**Predicting the 4p and 4d levels of Rh⁶⁺ from its inner levels**

The table holds Kohn-Sham eigenvalues, ⟨r⟩ and ⟨1/r⟩ for the nine occupied levels of Rh⁶⁺, [Kr] 4d³, from an all-electron, scalar-relativistic, spherical and unpolarised PBE calculation with Quantum ESPRESSO ld1.x. The program fits a two-parameter Green-Sellin-Zachor potential to the seven eigenvalues from 1s to 4s, solves the scalar-relativistic radial equation in it and predicts the withheld 4p and 4d rows, with error bars from leave-one-out misses and the choice of tail charge. It also carries the n = 3 fall of the hydrogenic charge over to n = 4, as a difference and as a ratio, and checks the radii against Σ⟨r²⟩ of the run. The fitted potential gives 4p to 0.1 % and the 4d eigenvalue to 0.2 %, but makes 4d 1.2 % too large, at the edge of its bar. The hydrogenic rules bracket both eigenvalues and miss that of 4d by 22 % and 11 %.

All-electron Kohn-Sham calculation of the Rh6+ ion (Z = 45), [Kr] 4d3, with Quantum ESPRESSO ld1.x 7.5 and the PBE functional. The treatment is scalar-relativistic and spin-unpolarised, with spherical densities and a point nucleus. Eigenvalues are negative for bound levels.

## The fit in Python

```python
# Table: Kohn-Sham eigenvalues, <r>, <1/r> of Rh6+ [Kr]4d3 (QE ld1.x, PBE, scalar-relativistic, spherical, no spin).
# Tested: a 2-parameter screened potential fitted to known eigenvalues predicts 4p, 4d; rivals: hydrogenic carry-over.
T = {
    'level': ['1s', '2s', '2p', '3s', '3p', '3d', '4s', '4p', '4d'],
    'level_filled': ['yes', 'yes', 'yes', 'yes', 'yes', 'yes', 'yes', 'yes', 'yes'],
    'eigenvalue': [-23134, -3435.7, -3088.9, -691.01, -577.01, -394.96, -171.55, -137.97, -88.007],  # eV
    'mean_radius': [0.03263, 0.1419, 0.1237, 0.3903, 0.3901, 0.3696, 0.9505, 1.024, 1.211],  # bohr
    'mean_inverse_radius': [47.05, 10.65, 10.32, 3.714, 3.538, 3.312, 1.445, 1.319, 1.083],  # 1/bohr
}
HELD = [7, 8]  # rows withheld from the fit
import numpy as np
from scipy.constants import physical_constants as pc, alpha
from scipy.linalg import eigh_tridiagonal
from scipy.optimize import least_squares
Ha = pc['Hartree energy in eV'][0]; Z = 45; L = T['level']; ix = {s: i for i, s in enumerate(L)}
n = [int(s[0]) for s in L]; l = ['spd'.index(s[1]) for s in L]
occ = np.array([3 if s == '4d' else 4*j+2 for s, j in zip(L, l)])
D = np.array([T['eigenvalue'], T['mean_radius'], T['mean_inverse_radius']], float).T
K = [i for i in range(len(L)) if i not in HELD]; nm = ['E/eV', '<r>/bohr', '<1/r>*bohr']
x = np.linspace(0, 12**.5, 1501); r = x[1:-1]**2; rm = ((x[1:]+x[:-1])/2)**2; w = r*r*np.diff(rm); dr = np.diff(x*x)
def solve(i, p, q, c=1/alpha, E=0.0, it=3):  # scalar-relativistic radial equation, finite volumes
    V = lambda s: -(q+(Z-q)/(p[1]*np.expm1(s/p[0])+1))/s
    Vn, Vm = V(r), V(rm)
    for _ in range(it):
        k = rm**2/(2*(1+(E-Vm)/(2*c*c))*dr); k[0] = 0
        d = (k[:-1]+k[1:])/w+l[i]*(l[i]+1)/(2*(1+(E-Vn)/(2*c*c))*r*r)+Vn
        j = n[i]-l[i]-1
        e, v = eigh_tridiagonal(d, -k[1:-1]/np.sqrt(w[:-1]*w[1:]), select='i', select_range=(j, j)); E = e[0]
    P = v[:, 0]**2
    return np.array([E*Ha, P@r, P@(1/r), P@(r*r)])
def fit(rows, q):
    f = lambda p: [np.log(max(solve(i, p, q, E=D[i, 0]/Ha, it=1)[0]/D[i, 0], 1e-3)) for i in rows]
    return least_squares(f, [0.5, 2.5], bounds=([0.1, 0.2], [3, 20]), diff_step=1e-4, xtol=1e-6, ftol=1e-8).x
def anch(i, p, q):  # rescale to the s row of the same shell
    s = ix['%ds' % n[i]]
    return solve(i, p, q)[:3]*(1 if s == i else D[s]/solve(s, p, q)[:3])
a = lambda i: (3*n[i]**2-l[i]*(l[i]+1))/2
zeff = lambda i: np.array([n[i]*np.sqrt(-2*D[i, 0]/Ha), a(i)/D[i, 1], n[i]**2*D[i, 2]])
back = lambda i, z: np.array([-z[0]**2/(2*n[i]**2)*Ha, a(i)/z[1], z[2]/n[i]**2])
assert D[ix['3s'], 0] < D[ix['3p'], 0] < D[ix['3d'], 0] and D[ix['1s'], 2] > Z
assert all(zeff(i)[0] < min(zeff(i)[1:]) for i in K)
assert D[ix['3d'], 1] < D[ix['3s'], 1]
p = fit(K, 6.5); M = np.array([solve(i, p, 6.5) for i in range(len(L))])
print('fit q=6.5: d=%.3f bohr H=%.3f; rounding floor: E <0.005%%, radii <0.05%%' % tuple(p))
print('known: Z from E, <r>, <1/r> | model error % in E, <r>, <1/r>')
for i in K: print(L[i], '%.2f %.2f %.2f |' % tuple(zeff(i)), '%+.2f %+.2f %+.2f' % tuple(100*(M[i, :3]/D[i]-1)))
err = np.array([M[i, :3]/D[i]-1 for i in K])
print('worst rows E,<r>,<1/r>:', [L[K[j]] for j in abs(err).argmax(0)])
loo = []
for s in ['2p', '3p', '3d', '4s']:
    i = ix[s]; loo.append(anch(i, fit([j for j in K if j != i], 6.5), 6.5)/D[i]-1)
    print('left out', s, 'error %%: %+.2f %+.2f %+.2f' % tuple(100*loo[-1]))
rms = np.sqrt(np.mean(np.square(loo), 0)); print('rms left-out %%: %.2f %.2f %.2f' % tuple(100*rms))
p6, p7 = fit(K, 6), fit(K, 7); z4 = zeff(ix['4s']); z3 = zeff(ix['3s']); pre = {}
print('held: prediction +- bar (q=6, q=7) | const diff, const ratio | computed, miss, miss %, miss/bar')
for i in HELD:
    y = anch(i, p, 6.5); y6, y7 = anch(i, p6, 6), anch(i, p7, 7); pre[i] = y
    bar = np.hypot(rms*y, (y7-y6)/2); zz = zeff(ix['3'+L[i][1]])
    A, B = back(i, z4+zz-z3), back(i, z4*zz/z3)
    for c in range(3):
        print('%s %s %.4g +- %.2g (%.4g, %.4g) | %.4g, %.4g | %.5g, %+.3g, %+.1f, %.1f' % (L[i], nm[c], y[c], bar[c],
              y6[c], y7[c], A[c], B[c], D[i, c], y[c]-D[i, c], 100*(y[c]/D[i, c]-1), abs(y[c]-D[i, c])/bar[c]))
    print(L[i], 'unanchored error %%: %+.2f %+.2f %+.2f;' % tuple(100*(M[i, :3]/D[i]-1)),
          'diff %+.1f %+.1f %+.1f;' % tuple(100*(A/D[i]-1)), 'ratio %+.1f %+.1f %+.1f' % tuple(100*(B/D[i]-1)))
    print(L[i], 'computed Z from E, <r>, <1/r>: %.2f %.2f %.2f' % tuple(zeff(i)))
for u, v in [('2s', '2p'), ('3s', '3p'), ('3p', '3d'), ('4s', '4p'), ('4p', '4d')]:
    g = D[ix[v]]-D[ix[u]]; nr = solve(ix[v], p, 6.5, c=1e6)[0]-solve(ix[u], p, 6.5, c=1e6)[0]
    print('%s-%s gap %.1f eV, <r> ratio %.3f; model gap %.1f, same potential non-rel %.1f eV'
          % (u, v, g[0], D[ix[v], 1]/D[ix[u], 1], M[ix[v], 0]-M[ix[u], 0], nr))
S = 17.453  # sum <r^2>, bohr^2: further result of the same run (caption)
f = M[:, 3]/M[:, 1]**2; r2 = f*D[:, 1]**2; kn = sum(occ[i]*r2[i] for i in K)
print('model <r2>/<r>^2:', ' '.join('%s %.2f' % (s, t) for s, t in zip(L, f)))
print('sum r2/bohr2: run %.3f, known rows %.2f, left for held %.2f, predicted %.2f'
      % (S, kn, S-kn, sum(occ[i]*f[i]*pre[i][1]**2 for i in HELD)))
print('with computed radii: held %.2f, weighted total %.2f (%+.1f%%), unweighted %.2f'
      % (occ@r2-kn, occ@r2, 100*(occ@r2/S-1), r2.sum()))
```

Output:

```
fit q=6.5: d=0.470 bohr H=2.608; rounding floor: E <0.005%, radii <0.05%
known: Z from E, <r>, <1/r> | model error % in E, <r>, <1/r>
1s 41.23 45.97 47.05 | +0.42 -0.15 +0.08
2s 31.78 42.28 42.60 | -0.30 -0.02 +0.06
2p 30.14 40.42 41.28 | -0.13 -0.26 +0.35
3s 21.38 34.59 33.43 | +0.29 +0.13 -0.18
3p 19.54 32.04 31.84 | +0.51 +0.02 -0.08
3d 16.16 28.41 29.81 | -0.34 +0.74 -0.79
4s 14.20 25.25 23.12 | -0.10 +0.04 +0.20
worst rows E,<r>,<1/r>: ['3p', '3d', '3d']
left out 2p error %: +0.16 -0.23 +0.29
left out 3p error %: +0.24 -0.12 +0.11
left out 3d error %: -0.76 +0.67 -0.65
left out 4s error %: -0.33 +0.09 +0.13
rms left-out %: 0.44 0.36 0.37
held: prediction +- bar (q=6, q=7) | const diff, const ratio | computed, miss, miss %, miss/bar
4p E/eV -138.1 +- 1 (-137.4, -139.1) | -129.9, -143.2 | -137.97, -0.141, +0.1, 0.1
4p <r>/bohr 1.025 +- 0.0044 (1.023, 1.028) | 1.013, 0.9833 | 1.024, +0.00121, +0.1, 0.3
4p <1/r>*bohr 1.317 +- 0.0059 (1.32, 1.314) | 1.346, 1.377 | 1.319, -0.00192, -0.1, 0.3
4p unanchored error %: +0.00 +0.15 +0.05; diff -5.8 -1.1 +2.0; ratio +3.8 -4.0 +4.4
4p computed Z from E, <r>, <1/r>: 12.74 22.46 21.10
4d E/eV -87.82 +- 2.1 (-86, -90.09) | -68.68, -98.05 | -88.007, +0.192, -0.2, 0.1
4d <r>/bohr 1.225 +- 0.015 (1.211, 1.239) | 1.101, 1.013 | 1.211, +0.0143, +1.2, 1.0
4d <1/r>*bohr 1.069 +- 0.013 (1.082, 1.057) | 1.219, 1.289 | 1.083, -0.0139, -1.3, 1.0
4d unanchored error %: -0.32 +1.21 -1.09; diff -22.0 -9.1 +12.5; ratio +11.4 -16.4 +19.0
4d computed Z from E, <r>, <1/r>: 10.17 17.34 17.33
2s-2p gap 346.8 eV, <r> ratio 0.872; model gap 340.3, same potential non-rel 230.9 eV
3s-3p gap 114.0 eV, <r> ratio 0.999; model gap 113.1, same potential non-rel 91.5 eV
3p-3d gap 182.1 eV, <r> ratio 0.947; model gap 186.4, same potential non-rel 172.9 eV
4s-4p gap 33.6 eV, <r> ratio 1.077; model gap 33.4, same potential non-rel 28.8 eV
4p-4d gap 50.0 eV, <r> ratio 1.183; model gap 50.2, same potential non-rel 47.6 eV
model <r2>/<r>^2: 1s 1.35 2s 1.18 2p 1.22 3s 1.14 3p 1.16 3d 1.19 4s 1.13 4p 1.14 4d 1.15
sum r2/bohr2: run 17.453, known rows 5.24, left for held 12.21, predicted 12.37
with computed radii: held 12.23, weighted total 17.47 (+0.1%), unweighted 4.46
```
